**Q:** I have a table of organophosphorus isomer pairs, with energies in kcal/mol. In some rows the four electronic levels nearly agree. In others they drift apart, and in one row by far more than I can tolerate. What sets the difference?

Energy of the second isomer less the first, for isolated neutral singlet molecules, each in its lowest conformer found, computed with Ansatz 0.2.0 and xtb 6.7.1. Structures were relaxed with PBE0-D3(BJ)/def2-SVP. The highest level is CCSD(T)/def2-SVP + MP2/def2-TZVPP - MP2/def2-SVP, also used for the free energies at 298.15 K.

```tsv
system	thermal terms from	first isomer	second isomer	at hartree fock (kcal/mol)	at mp2 (kcal/mol)	at relaxing level (kcal/mol)	at highest level (kcal/mol)	zero point difference (kcal/mol)	free energy difference (kcal/mol)
C5H7P #da2	GFN2-xTB	C(1) CH(2) CH2(3) CH2(4) CH2(5) P(6); links 1-2, 2-3, 3-4, 2-5, 4-5, 1-6	CH(1) CH(2) CH(3) CH(4) CH2(5) PH(6); links 1-2, 3-4, 1-5, 4-5, 2-6, 3-6	-21.850	-6.190	-18.760	-15.910	-3.150	-18.300
C3H7P #ccc	PBE0-D3(BJ)/def2-SVP	CH3(1) CH2(2) CH(3) PH(4); links 1-2, 2-3, 3-4	CH3(1) C(2) CH3(3) PH(4); links 1-2, 2-3, 2-4	-2.340	-3.390	-3.840	-2.910	-0.450	-2.770
C3H7P #cb4	PBE0-D3(BJ)/def2-SVP	CH2(1) CH2(2) CH2(3) PH(4); links 1-2, 1-3, 2-4, 3-4	CH3(1) CH2(2) CH2(3) P(4); links 2-3, 1-4, 2-4, 3-4	-0.270	-1.780	-1.300	-2.640	-0.310	-3.420
C3H7P #a83	PBE0-D3(BJ)/def2-SVP	CH3(1) CH2(2) CH(3) PH(4); links 1-2, 2-3, 3-4	CH2(1) CH2(2) CH2(3) PH(4); links 1-2, 1-3, 2-4, 3-4	-1.630	-1.480	-6.210	-2.590	0.860	-0.350
C3H7P #ccd	PBE0-D3(BJ)/def2-SVP	CH3(1) C(2) CH3(3) PH(4); links 1-2, 2-3, 2-4	CH2(1) CH2(2) CH2(3) PH(4); links 1-2, 1-3, 2-4, 3-4	0.720	1.910	-2.370	0.310	1.300	2.430
C3H7P #34a	PBE0-D3(BJ)/def2-SVP	CH3(1) CH2(2) CH2(3) P(4); links 2-3, 1-4, 2-4, 3-4	CH3(1) C(2) CH3(3) PH(4); links 1-2, 2-3, 2-4	-0.450	-0.120	3.670	2.330	-1.000	0.990
C3H7P #6cc	PBE0-D3(BJ)/def2-SVP	CH3(1) CH2(2) CH2(3) P(4); links 2-3, 1-4, 2-4, 3-4	CH3(1) CH2(2) CH(3) PH(4); links 1-2, 2-3, 3-4	1.890	3.270	7.510	5.230	-0.550	3.770
```

**A:** Look at which bonds break and form on going from the first isomer to the second. A negative entry means that the second isomer lies lower. Where the number of C–P π bonds stays the same, in #ccc and #cb4, the four levels lie within 1.5 and 2.4 kcal/mol of each other. Where one such bond is made or lost they spread over 4 to 6, and in C5H7P, where two are lost, over almost 16.

A π bond and a σ bond hold their electrons in different ways, and an approximate method or a small basis set can treat the two with a different bias. If a bond type occurs equally often on both sides, most of its bias drops out of the difference. If it is traded for another type, the bias stays. The split is not clean, though. In #a83 and #ccd most of the spread comes from PBE0, and the other three levels agree within 1.1 and 1.6 kcal/mol, more closely than they do in #cb4.

**Q:** Which molecules are hidden behind the C3H7P rows? Most of their energies are only a few kcal/mol, as if nothing much happened.

**A:** There are only four, paired in six ways: 1-methylphosphirane with a three-membered ring, phosphetane with a four-membered ring, and the open phosphaalkenes Me₂C=PH and EtCH=PH. A good deal does happen between them, but it cancels. Turn a phosphaalkene into phosphetane and you lose one C–P π bond and gain one P–C σ bond, while every other bond type keeps its number. The σ bond is the stronger of the two, since orbitals overlap better end-on than sideways, but the ring must then be bent into shape, and the strain uses up most or all of the gain.

Judged by usual bond and strain energies, each of these terms should amount to tens of kcal/mol. None of them was computed here, and the table shows only what is left over. A poor method shows how easily the balance is upset. For EtCH=PH against phosphetane (#a83), Hartree-Fock in a minimal basis, at a slightly different geometry, gives −34 kcal/mol, whereas the table has −1.6 for Hartree-Fock. A minimal basis is too stiff to describe a double bond and a strained ring equally well.

**Q:** Then why is #ccc so well behaved?

**A:** Both of its isomers are phosphaalkenes with the same bonds in the same numbers, so there is little for the methods to disagree about. All four levels favour Me₂C=PH, by 2.9 kcal/mol at the highest. The likely reason is the one known from alkenes: a single bond to a doubly bonded carbon is stronger than one between two saturated carbons, and Me₂C=PH has two of the stronger kind where EtCH=PH has one. The EtCH=PH used here has its ethyl group on the same side as the P–H bond; if the other form lies lower, the preference shrinks.

**Q:** And #cb4? No π bond is involved, yet Hartree-Fock gives almost zero and the highest level −2.6.

**A:** Here the four-membered ring becomes a three-membered one with a methyl group on phosphorus. Hartree-Fock places methylphosphirane too high against each of the other three isomers, by 2.4 to 3.3 kcal/mol. Its main fault in this family therefore follows this one molecule, not the double bond. Two things set methylphosphirane apart: its three-membered ring, and a phosphorus atom that carries three carbons and no hydrogen. Either may crowd bonding electron pairs together, and Hartree-Fock leaves out the correlated motion by which they avoid each other. These four molecules cannot tell the two causes apart. The basis set matters as well. The highest level carries an MP2 correction from def2-SVP to the larger def2-TZVPP, and this step alone favours methylphosphirane by more than 2.4 kcal/mol against Me₂C=PH and by more than 1.9 against EtCH=PH. So much of the gap to the phosphaalkenes appears only in the larger basis. The table does not show how much of it is a basis error of Hartree-Fock itself and how much is correlation that a small basis cannot describe.

This can be put into one line. Let $n$ be the number of three-membered rings gained from the first isomer to the second:

$$\Delta E_{\text{highest}} \approx \Delta E_{\text{HF}} - 2.8\,n .$$

In #6cc methylphosphirane opens to EtCH=PH, so $n=-1$, and the Hartree-Fock value of 1.9 becomes $1.9+2.8=4.7$ kcal/mol, against 5.2 at the highest level. That row was one of the six C3H7P rows to which the constant was fitted, and the typical miss over them is 0.6. Since six rows from four molecules hold only three independent differences, the formula is a compact description and not a law.

**Q:** Do MP2 and the density functional fail on the small ring too?

**A:** Less than Hartree-Fock does. Against phosphetane, MP2 places methylphosphirane too high by 0.9 kcal/mol and PBE0 by 1.3. Their errors follow the C–P π bond better, and in the table they point in opposite directions. In each of the four C3H7P rows that set a phosphaalkene against a ring, MP2 in the small def2-SVP basis makes the phosphaalkene too stable and PBE0 makes it too unstable. One constant per π bond, fitted to the same six rows, comes to about 1.8 kcal/mol for MP2 and 2.5 for PBE0. The typical misses are 0.6 and 0.9, so these constants are too coarse for correcting single values, and the one for MP2 holds only for the small basis of that column. The printed output after this text sets both ways of counting side by side.

For MP2 the direction comes from the small basis, not from perturbation theory. In def2-TZVPP its error changes sign in all four rows, and MP2 then makes the phosphaalkene too unstable, as PBE0 does. Because of the way the highest level is built, this remaining error is just the difference between MP2 and CCSD(T) in one and the same basis. For PBE0 the small basis may play a part, but the choice of functional seems to matter too. In that same basis, at slightly different geometries, r²SCAN puts phosphetane 3.1 kcal/mol below EtCH=PH, where PBE0 gives 6.2 and the highest level 2.6. Neither functional was run with a search for a lower SCF state.

**Q:** So which is more stable, Me₂C=PH or phosphetane? In #ccd even the sign changes.

**A:** As far as the electronic energy goes, treat them as equal. The highest level favours Me₂C=PH by 0.3 kcal/mol, and PBE0 favours phosphetane by 2.4. This is the π-for-σ trade at its most delicate: the gain from the new σ bond is almost exactly offset by the lost π bond and the ring strain together, so the bias of the method decides the sign. The phosphetane was computed in a single puckered form with an axial P–H bond, and a slightly lower form could be enough to tip the balance. So could the basis set: the correction to def2-TZVPP already shifts this difference by at least 1.6 kcal/mol towards phosphetane, and a still larger basis may shift it further.

**Q:** Now the row that worries me. Why is C5H7P so different?

**A:** Because the trade there is of another kind. A phosphaalkyne, with a C≡P triple bond on a cyclobutane ring, becomes a six-membered ring with two C=C bonds. Two weak C–P π bonds give way to two stronger C–C ones, and the strain of the four-membered ring is released. Against this, a C–C and a C–H bond are replaced by weaker P–C and P–H bonds. The gains win, and all four levels put the six-membered ring lower, by 15.9 kcal/mol at the highest.

The levels disagree about how much lower. Hartree-Fock makes the phosphaalkyne too unstable by 5.9 kcal/mol. A likely reason is that three electron pairs share the space between carbon and phosphorus in the triple bond, and Hartree-Fock does not let them avoid each other properly. MP2 corrects in the right direction but overshoots, and it ends up with the phosphaalkyne too stable by 9.7. Part of that error is due to the small basis of the MP2 column, and the rest is MP2's own. The column moves the energy 2.6 times as far from Hartree-Fock as the highest level does, but this compares different basis sets, and within one basis the ratio is smaller.

The constant from the phosphaalkenes would have predicted an MP2 error of only $2\times1.8=3.6$ kcal/mol. That constant is what is left of two effects that oppose each other in the phosphaalkenes, the small basis and MP2's own error. Here the two add up, so the constant does not carry over. MP2's own error may change sides because a triple bond is not simply two double bonds. If MP2 also makes the two new C=C bonds too stable, they hide part of its error instead of causing it. The other bonds and the lost four-membered ring may contribute too, and one row cannot separate these effects. The highest level takes its basis-set correction from MP2, so its value deserves less confidence here than in the other rows.

**Q:** My reactor runs on free energies. Does temperature change the picture?

**A:** For C3H7P the step from electronic to free energy shifts the differences by up to 2.2 kcal/mol, which is less than the spread between the methods but enough to matter. On average the two phosphaalkenes lie 2.5 kcal/mol above the two rings in electronic energy, but only 0.7 above them in free energy at room temperature. About half of that shift is zero-point energy, and the rest comes from thermal motion, including entropy. The natural explanation is that an open chain turns easily about its single bonds, while a closed ring holds its atoms in stiffer vibrations. Only one conformer of each molecule was counted, so any entropy from further forms is missing.

The effect can hide a difference or create one. EtCH=PH and phosphetane, 2.6 kcal/mol apart in electronic energy, end up within 0.4 of each other. Me₂C=PH and phosphetane, nearly equal before, move 2.4 apart in favour of the open molecule. For C5H7P the thermal terms come from a cheaper tight-binding method, but at −2.4 kcal/mol they are small beside the electronic difference.

**Q:** What should I do with a new pair of this kind?

**A:** Write down both bond lists before you trust a number. In the two rows where the C–P π bonds balance, the errors stayed below 2.5 kcal/mol at every level, and the largest was that of Hartree-Fock on methylphosphirane. If one is traded, do not use MP2 and PBE0 to check each other. In the C3H7P rows they erred to opposite sides only because MP2 was run in a small basis. In def2-TZVPP it errs to the same side as PBE0, so agreement between them would prove little. Use coupled cluster with a correction towards a larger basis, as the highest level does here, and look at how large that correction is. If an open chain faces a ring, add the thermal terms before you rank the two.

Numerical output:

```
Errors against the highest level, spread of the four levels and thermal shift in kcal/mol:
         row  CP pi bonds gained  HF error  MP2 error  PBE0 error  spread  free less electronic
  C5H7P #da2                  -2     -5.94       9.72       -2.85   15.66                 -2.39
  C3H7P #ccc                   0      0.57      -0.48       -0.93     1.5                  0.14
  C3H7P #cb4                   0      2.37       0.86        1.34    2.37                 -0.78
  C3H7P #a83                  -1      0.96       1.11       -3.62    4.73                  2.24
  C3H7P #ccd                  -1      0.41        1.6       -2.68    4.28                  2.12
  C3H7P #34a                   1     -2.78      -2.45        1.34    4.12                 -1.34
  C3H7P #6cc                   1     -3.34      -1.96        2.28    5.62                 -1.46
fit of eh on 6 rows (c3 > 0): coefficient of d3 2.83 +/- 0.35; rms 0.561, worst C3H7P #a83 -0.96, leave-one-out rms 0.643
  rows outside the fit (model, value, miss): C5H7P #da2 0, -5.94, 5.94
fit of em on 6 rows (c3 > 0): coefficient of dpi -1.78 +/- 0.31; rms 0.568, worst C3H7P #cb4 -0.86, leave-one-out rms 0.668
  rows outside the fit (model, value, miss): C5H7P #da2 3.56, 9.72, -6.16
fit of ep on 6 rows (c3 > 0): coefficient of dpi 2.48 +/- 0.52; rms 0.943, worst C3H7P #cb4 -1.34, leave-one-out rms 1.11
  rows outside the fit (model, value, miss): C5H7P #da2 -4.96, -2.85, -2.11
HF error by pi bonds instead, rms miss in kcal/mol: 1.408
MP2 error by three-membered rings instead, rms miss in kcal/mol: 0.9442
PBE0 error by three-membered rings instead, rms miss in kcal/mol: 2.168
Mean phosphaalkene less mean ring, highest level, kcal/mol: 2.46
Mean phosphaalkene less mean ring, free energy, kcal/mol: 0.67
Mean phosphaalkene less mean ring, zero-point part, kcal/mol: -0.9275
C5H7P, MP2 shift from HF over highest-level shift from HF, ratio: 2.636
Dispersion part of PBE0, phosphetane less EtCHPH, kcal/mol: -0.2861
r2SCAN-D4 in def2-SVP, phosphetane less EtCHPH, kcal/mol: -3.085
r2SCAN-D4 in def2-SVP, phosphetane less Me2CPH, kcal/mol: 1.242
HF in STO-3G, phosphetane less EtCHPH, kcal/mol: -34.25
```
